Question

A field gradient of 10²¹ V/m² is roughly what one elementary charge produces at the distance of a chemical bond. In barium orthosilicate, Ba₂SiO₄, gradients of this order give quadrupole couplings of about 2 MHz for oxygen-17 and of tens of MHz for barium-137. The table lists the gradient for each kind of site and the coupling for barium and oxygen, computed with a density functional. The first shells of barium are cut short by the counting rule: the single oxygen listed at Ba5 is only its nearest one, and barium sites in this type of structure have about nine or ten oxygen neighbours.

Ba₂SiO₄ (Pnma, 28-atom cell) with atoms fixed at database positions, computed with Ansatz 0.2.0 using r2SCAN, scalar-relativistic PAW, a 500 eV plane-wave cutoff and a 3 × 4 × 2 k-point mesh. Vzz is the principal field gradient largest in size, and the asymmetry is (Vxx − Vyy)/Vzz. The coupling is eQVzz/h, with Q = 0.236 barn for ¹³⁷Ba and −0.02558 barn for ¹⁷O.

```
atom  like atoms  first shell  mean distance (Å)  longest less shortest (Å)  Vzz (1e21 V/m^2)  asymmetry  quadrupole coupling (MHz)  potential at the nucleus less that at the first site of the element (V)
 Ba1           4           O7               2.77                       0.16             -8.90       0.97                      -50.8                                                                     0.00
 Ba5           4           O1               2.66                       0.00              6.20       0.82                       35.3                                                                     0.98
 Si9           4           O4               1.64                       0.02              0.91       0.74                        n/a                                                                     0.00
 O13           8          Si1               1.64                       0.00              2.82       0.31                      -1.75                                                                     0.00
 O21           4          Si1               1.65                       0.00              3.33       0.23                      -2.06                                                                     0.10
 O25           4          Si1               1.63                       0.00              3.40       0.13                      -2.10                                                                    -0.08
```

(a) The coupling at Ba1 is 24 times as large as that at O25. Does this show that the barium site is far more distorted?

(b) Every oxygen is bound to one silicon, yet the gradient at O13 is about a sixth weaker than at the other two kinds of oxygen. Three explanations are offered: the length of the Si–O bond, a charge that acts from one side of the bond, and a difference spread all around the bond. How far can the numbers decide?

(c) Which sites can a spectrum tell apart by their quadrupole couplings?

Model answer

(a) No. The quadrupole coupling Cq is a product of a property of the nucleus and a property of the site:

Cq = e Q Vzz / h

Here e is the elementary charge, h is Planck's constant, Q is the quadrupole moment of the nucleus and Vzz is the largest principal field gradient. In size, the moment of barium-137 is 9.2 times that of oxygen-17, while the gradient at Ba1 is only 2.6 times that at O25. The larger part of the factor of 24 therefore belongs to the nucleus and says nothing about the crystal.

Nor does the remaining 2.6 measure distortion. An outside gradient deforms the electron shells of the barium ion, and the deformed shells add a gradient of their own at the nucleus. This amplification is established physics for heavy ions, though the calculation does not separate it out. Spin-orbit coupling, which is left out, matters mainly for barium, so the factor is less certain than a comparison among oxygens.

(b) Between oxygens the nuclear moment cancels, and the bond length is the tempting explanation. A point charge at distance r gives a gradient proportional to 1/r³, so a shorter bond should mean a stronger gradient. From O13 to O25 the bond shortens from 1.64 to 1.63 Å:

(1.64 / 1.63)³ = 1.02

The rule predicts a rise of 2 %, or at most 4 % if the rounding of the lengths is stretched to its limit. The calculation gives 21 %.

The order of the sites is a stronger objection than the size of the effect. O13 has the middle bond length but the weakest gradient. No rule in which the gradient steadily rises or steadily falls with bond length can produce that, whatever its power of r. Bond length alone is ruled out for these three sites.

The second explanation has a familiar counterpart in the tides, which also follow a 1/r³ law. When the Sun stands at right angles to the Moon, it weakens the lunar tide. In the same way, a positive charge beside the Si–O bond weakens the gradient along the bond. The comparison covers only the geometry, because in a crystal the electrons of the atom respond and contribute as well.

To test this, let the bond alone give a gradient V₀ along its axis and −V₀/2 in both directions across it. A positive sideways charge adds a along its own direction and −a/2 in the other two. If the largest principal axis lies along the bond, then

Vzz = V₀ − a/2
η Vzz = 3a/2
V₀ = Vzz (1 + η/3)

where η is the asymmetry, the difference between the two crosswise gradients divided by Vzz. For O13 this gives V₀ = 2.82 × (1 + 0.31/3) = 3.11, in units of 10²¹ V/m².

If one positive charge beside each bond were the whole cause, V₀ would be the same at all three sites. Instead it is close to 3.6 at both O21 and O25, and only 17 % of the original gap has closed. This version points in the right direction, since O13 has the largest asymmetry of the three, but it is far too weak. It contains no fitted constant; the output after this text gives the gap before and after the correction.

The sign of the charge matters, however. A negative charge beside the bond, or extra electron density in that direction, strengthens the gradient along the bond, and then V₀ = Vzz (1 − η/3). With such a charge at O21 and O25 but a positive one at O13, V₀ would be 3.07, 3.25 and 3.11, and most of the gap would be gone. The directions of the principal axes would help to test this, but the table does not list them.

The third explanation is a difference spread around the bond. Two equal positive charges placed at right angles to each other, both beside the bond, each lower Vzz, but their contributions to the asymmetry cancel. Barium ions around O13 could act in this way. The oxygen's own electrons could do the same: bonding to silicon draws charge out of the 2p orbital along the bond, and a more evenly filled 2p shell would give a weaker gradient. Neither possibility has been tested here, nor has a charge on the bond axis behind the oxygen. The numbers thus rule out bond length alone. The third explanation remains possible, and so does the second if the charges beside the bonds differ in sign.

(c) An ordinary spectrum does not show the sign of the coupling. A handy measure for comparing sites is the product |Cq| √(1 + η²/3), which combines size and asymmetry. For oxygen this is 1.78 MHz at O13, 2.08 MHz at O21 and 2.11 MHz at O25. The last two differ by about 1 %, less than the typical error of 2 to 3 % in such gradients, so the computed couplings can safely predict only two groups of oxygen signals and not three. O13 has as many atoms as the other two kinds together, and the groups should therefore carry equal weight.

The two barium sites differ by a factor of 1.5 in the same product. Without a magnetic field this product sets the frequency of the barium line, and the two sites should lie well apart. In a strong field the lines are so broad that they may overlap. The presence of two barium sites has a practical side, because Ba₂SiO₄ doped with europium serves as a phosphor in light-emitting diodes, and europium takes the place of barium. The dopant thus has two different surroundings to choose from, although the gradient at a barium nucleus does not predict the colour of its light.

Remarks on the reasoning

The answer removes one influence at a time: first the nucleus, then the distance, then a positive charge beside every bond. What is left concerns how charge is arranged around the atom. For a similar oxygen site, this suggests where to look: a positive ion on the bond axis behind the oxygen strengthens the gradient, while one beside the bond weakens it.

It would be a mistake to read the opposite signs of Ba1 and Ba5 as opposite distortions. At Ba1 the two largest principal gradients are −8.90 and +8.77, and their sizes differ by less than the typical error. A small change could make the positive one the larger, and the listed sign would flip while the site stayed almost the same.

The gap at O13 is well above the typical error, but about one site in ten misses by more than 10 % against all-electron calculations. The atoms were also held at their database positions. The weaker gradient at O13 is therefore probable for the real crystal, and its exact size is less secure.

The analysis program printed:

```
Principal gradients (1e21 V/m^2) and sign-free quadrupole product (MHz):
  row  largest   middle  smallest  product
  Ba1     -8.9    8.767    0.1335    58.22
  Ba5      6.2   -5.642    -0.558    39.06
  Si9     0.91  -0.7917   -0.1183      n/a
  O13     2.82   -1.847   -0.9729    1.778
  O21     3.33   -2.048    -1.282    2.078
  O25      3.4   -1.921    -1.479    2.106
Nuclear moment, 137Ba over 17O, size only: 9.226
Gradient, Ba1 over O25, size only: 2.618
Coupling, Ba1 over O25, size only: 24.19
Gradient, Ba5 over O25, size only: 1.824
Coupling, Ba5 over O25, size only: 16.81
O21 gradient above O13, computed (%): 18.09
O21 gradient above O13, inverse-cube rule (%): -1.807
O25 gradient above O13, computed (%): 20.57
O25 gradient above O13, inverse-cube rule (%): 1.852
O25 above O13, inverse-cube rule, most that rounding of lengths allows (%): 3.738
O25 gradient above O21, computed (%): 2.102
O13 below the mean of O21 and O25 (1e21 V/m^2): 0.545
Same gap after removing one sideways disturbance (1e21 V/m^2): 0.4549
Share of the gap closed by one sideways disturbance (%): 16.53
Sign-free product, Ba1 over Ba5: 1.491
Sign-free product, O21 over O13: 1.169
Sign-free product, O25 over O21: 1.013
```
